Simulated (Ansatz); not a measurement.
From three elastic constants to directional properties of AlCu3

Computed with DFT LDA, scalar-relativistic, plane waves, PAW in Ansatz 0.2.0. Plane waves to 420 eV; Γ-centred k mesh 12×12×12; Fermi-Dirac smearing of 0.15 eV. No spin polarisation.

The cell, relaxed at this level:
```cif
data_structure
_symmetry_space_group_name_H-M 'P 1'
_symmetry_Int_Tables_number 1
_cell_length_a 3.5896
_cell_length_b 3.5896
_cell_length_c 3.5896
_cell_angle_alpha 90.000
_cell_angle_beta 90.000
_cell_angle_gamma 90.000
_cell_volume 46.25
loop_
_atom_site_label
_atom_site_type_symbol
_atom_site_fract_x
_atom_site_fract_y
_atom_site_fract_z
_atom_site_occupancy
Al1 Al 0.00000 0.00000 0.00000 1
Cu1 Cu 0.50000 0.50000 0.00000 1
Cu2 Cu 0.50000 0.00000 0.50000 1
Cu3 Cu 0.00000 0.50000 0.50000 1
```

In a metal, frequencies and elastic constants depend on the k mesh and the smearing, soft modes and shear constants most.

With ions relaxed, on the cubic axes: C11 = 198.5, C12 = 151.5, C44 = 103.9 GPa. The density is 7.813 g/cm³.

Q: Is the crystal stable against strain, and how anisotropic is it?

A: Born's conditions hold: C11 + 2C12 = 501.5, C11 − C12 = 47.1 and C44 = 103.9 GPa are all positive. B = (C11 + 2C12)/3 = 167.2 GPa. The two shear moduli are C44 and C′ = (C11 − C12)/2 = 23.5 GPa, so Zener's ratio is A = C44/C′ = 4.42: the tetragonal shear C′ is the soft one, as in many fcc and bcc metals and zincblende crystals. The Cauchy pressure C12 − C44 is 47.5 GPa; it would vanish for pair forces between atoms on inversion centres at zero pressure, and a positive value is usual with metallic or many-body binding, and where atoms off inversion centres relax under shear, which lowers C44.

Q: Give the sound speeds along the three symmetry directions.

A: The Christoffel equation gives ρv² for each branch:
```csv
direction,branch,ρv²,GPa,v (m/s)
[100],L,C11,198.5,5041
[100],T (×2),C44,103.9,3647
[110],L,(C11 + C12 + 2C44)/2,278.9,5975
[110],"T, u ∥ [001]",C44,103.9,3647
[110],"T, u ∥ [1-10]",(C11 − C12)/2,23.5,1736
[111],L,(C11 + 2C12 + 4C44)/3,305.7,6255
[111],T (×2),(C11 − C12 + C44)/3,50.3,2538
```

Q: How does Young's modulus depend on direction?

A: Inverting gives S11 = 14.828, S12 = -6.417, S44 = 9.622 TPa⁻¹. Along a unit vector (l, m, n), 1/E = S11 − 2(S11 − S12 − S44/2)(l²m² + m²n² + n²l²), where the last bracket is 0, 1/4 and 1/3 for [100], [110] and [111]: E = 67, 151 and 258 GPa. With A > 1 the body diagonal is stiffest. For a film on (001), the biaxial modulus is C11 + C12 − 2C12²/C11 = 119 GPa and the normal strain is −2C12/C11 = -1.53 times the in-plane one.

The elastic anisotropy comes from a lattice that resists volume change and C44 shear far more than tetragonal distortion. Pulling along [100] draws on the soft C′, whereas pulling along [111] draws on C44, hence Young's moduli of 67 and 258 GPa. The same weak shear carries the slowest wave, at 1736 m/s.

Every atom in this ordered fcc structure sits on an inversion centre, so homogeneous strain causes no internal relaxation. The positive Cauchy pressure therefore points to non-pairwise metallic binding, in which the energy depends on the surrounding electron density as well as on bond lengths.

The small C′ has a plausible chemical origin. Aluminium raises the electron count per atom above that of copper, which in Hume-Rothery alloys favours bcc-based phases, and tetragonal shear leads from fcc towards bcc. This suggests a shallow energy surface along that path, though the elastic constants give only its initial curvature. Meeting Born's conditions shows resistance to small homogeneous strains, not that this ordering is preferred over the bcc-derived and martensitic structures known near this composition.
